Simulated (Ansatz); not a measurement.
TiO2: pressure against volume per atom

All results are calculated (Ansatz 0.2.0). Periodic Kohn-Sham DFT of a crystal at fixed atoms; pressure and stress are positive in compression; the energy is the free energy less that of spherical unpolarised free atoms; site moments are those in the method's own spheres, positive along +z.

Cell of the first row (space group P4_2/mnm, No. 136):
```
CELL_PARAMETERS angstrom
4.50020 0.00000 0.00000
0.00000 4.50020 0.00000
0.00000 0.00000 2.89860
ATOMIC_POSITIONS crystal
Ti 0.00000 0.00000 0.00000
Ti 0.50000 0.50000 0.50000
O 0.30600 0.30600 0.00000
O 0.19400 0.80600 0.50000
O 0.69400 0.69400 0.00000
O 0.80600 0.19400 0.50000
```

Settings of every row: method all-electron PAW; functional LDA; relativity scalar; k mesh 7x7x10; filling fermi-dirac; smearing width 0.05 eV; nucleus gaussian.

Atom start moment: 0 on all atoms.

| row | volume per atom (Å³) | pressure (GPa) |
| --- | --- | --- |
| 1 | 9.784 | 8.544 |
| 2 | 9.992 | 2.535 |
| 3 | 10.2 | -2.856 |
| 4 | 10.304 | ? |
| 5 | 10.408 | -7.693 |
| 6 | 10.512 | -9.921 |
| 7 | 10.616 | -12.031 |
| 8 | 10.825 | -15.921 |
| 9 | 11.033 | -19.406 |

Question: what pressure should row 4 give?

Worked fit of pressure. Take u = (V_r/V)^(2/3) − 1 with V_r = 10.46 Å³ an atom, which is twice the finite (Eulerian) strain; such expansions in the strain, on which the Birch-Murnaghan equation of state is built, carry the rest volume and the bulk modulus. The shown rows have u = 0.04555, 0.03099, 0.01692, 0.00333, -0.0033, -0.00982, -0.02261, -0.03493. Least squares give pressure = −8.821 + 335.849 × u + 965.58 × u² + 682 × u³ GPa; a parabola predicts inner rows, each left out in turn, worse (root mean square 0.012 against 0.0062 GPa). The rows lie off it by -0.001, 0.000, 0.003, -0.001, -0.002, -0.004, 0.008, -0.003 (root mean square 0.0036 GPa). The pressure vanishes at u = 0.0245, or V = 10.09 Å³ an atom, and there the bulk modulus at fixed shape and fractions is B = −V dP/dV = (2/3)(1 + u) dP/du = 263 GPa. Letting shape and atoms relax would as a rule lower it, by much in layered, chain or molecular crystals. The withheld row has u = 0.01007, so the fit gives −8.821 + 335.849 × (0.01007) + 965.58 × (0.01007)² + 682 × (0.01007)³ = -5.340 GPa.

The calculation gave -5.34 GPa. The fit meets it to the printed digit.
